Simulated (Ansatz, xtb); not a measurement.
## Relative energy of two conformers of C2H6OSi

Structure a: `C=C[SiH2]O`, a singlet. Structure b: `C=C[SiH2]O`, a singlet. Both are isolated molecules in the gas phase, relaxed with PBE0-D3(BJ)/def2-SVP.

a (Å):

| atom | x (Å) | y (Å) | z (Å) |
| --- | --- | --- | --- |
| C | -0.9676 | -0.5029 | 1.4210 |
| C | -0.2349 | 0.4338 | 0.8077 |
| O | -2.5001 | 1.0432 | -0.9049 |
| Si | -0.8874 | 1.3957 | -0.6538 |
| H | -0.5958 | -1.0727 | 2.2799 |
| H | -1.9806 | -0.7435 | 1.0778 |
| H | 0.7775 | 0.6364 | 1.1831 |
| H | -0.6785 | 2.8596 | -0.4082 |
| H | -0.1854 | 1.0157 | -1.9113 |
| H | -3.1146 | 1.3829 | -0.2482 |

b (Å):

```
atom    x (Å)    y (Å)    z (Å)
   C   1.1768  -0.1261  -0.5153
   C   1.8814  -0.2372   0.6174
   O  -1.5641   0.9214  -0.9031
  Si   0.0545   1.3272  -0.8516
   H   1.2849  -0.9200  -1.2674
   H   1.8202   0.5192   1.4088
   H   2.5524  -1.0819   0.8116
   H   0.2003   2.2930   0.2718
   H   0.4555   1.9611  -2.1499
   H  -1.8731   0.4598  -1.6870
```

Energies in hartree; the thermal terms are from PBE0-D3(BJ)/def2-SVP harmonic frequencies (ideal gas, rigid rotor, one conformer each, 298.15 K, 1 atm) and include the zero-point energy:

|  | a | b |
| --- | --- | --- |
| E, CCSD(T)/def2-SVP | −443.450493 | −443.449358 |
| E, MP2/def2-SVP | −443.387625 | −443.386579 |
| E, MP2/def2-TZVPP | −443.818371 | −443.818030 |
| zero-point energy | 0.073736 | 0.073520 |
| H(298 K) − E | 0.080624 | 0.080613 |
| G(298 K) − E | 0.044918 | 0.044203 |

Problem. Correct the CCSD(T) difference for the basis set by the MP2 change, then work out ΔE, ΔE₀, ΔH and ΔG for a → b in kJ/mol (1 Eh = 2625.50 kJ/mol) and the equilibrium ratio [b]/[a].

Solution. 1. Differences b − a: CCSD(T) +0.001135, MP2 in the small set +0.001046, MP2 in the large set +0.000341 Eh.
2. ΔE = +0.001135 + (+0.000341 − (+0.001046)) = +0.000430 Eh = +1.13 kJ/mol.
3. ΔE₀ = ΔE + ΔZPE = +0.000430 + (−0.000216) Eh = +0.56 kJ/mol.
4. ΔH = ΔE + (−0.000011) Eh = +1.10 kJ/mol.
5. ΔG = ΔE + (−0.000715) Eh = −0.75 kJ/mol, so ΔS = (ΔH − ΔG)/T = +6.2 J/(mol K).
6. kT = 0.9442 mEh, so K = [b]/[a] = exp(−ΔG/kT) = exp(+0.30) ≈ 1.4.

The two are too close for this level to say which is favoured. An error of 4 kJ/mol in ΔG would change K by a factor of 5. Mirror images and further conformers aren't counted.

Other levels gave ΔE = +3.4 (PBE0-D3(BJ)/def2-SVP); +2.3 (HF/def2-SVP); +2.7 (MP2/def2-SVP); +3.0 (CCSD(T)/def2-SVP) kJ/mol. The correlated steps freeze 8 core orbitals. Programs: Ansatz 0.2.0.

The conformers differ mainly by rotation about the C–Si bond: in a the Si–O bond nearly eclipses C=C, while in b it is turned well out of the vinyl plane. The hydroxyl group is gauche to the vinyl carbon in both. The small electronic preference for a probably reflects weak electrostatic attraction between oxygen and the near hydrogen of the terminal CH2, helped by the long C–Si bond, which keeps eclipsing repulsion low. Hartree–Fock already gives the same sign, so dispersion isn't needed to explain it. Most of the preference disappears in the larger basis, which suggests that the small one overbinds this contact through intramolecular superposition error.

The free energy changes sign because of entropy, as ΔH remains close to ΔE. The slight entropic advantage of b suggests softer torsional motion once the oxygen leaves the vinyl plane. Such motion is poorly described as harmonic, so a hindered-rotor treatment could alter or even reverse the small calculated excess of b.
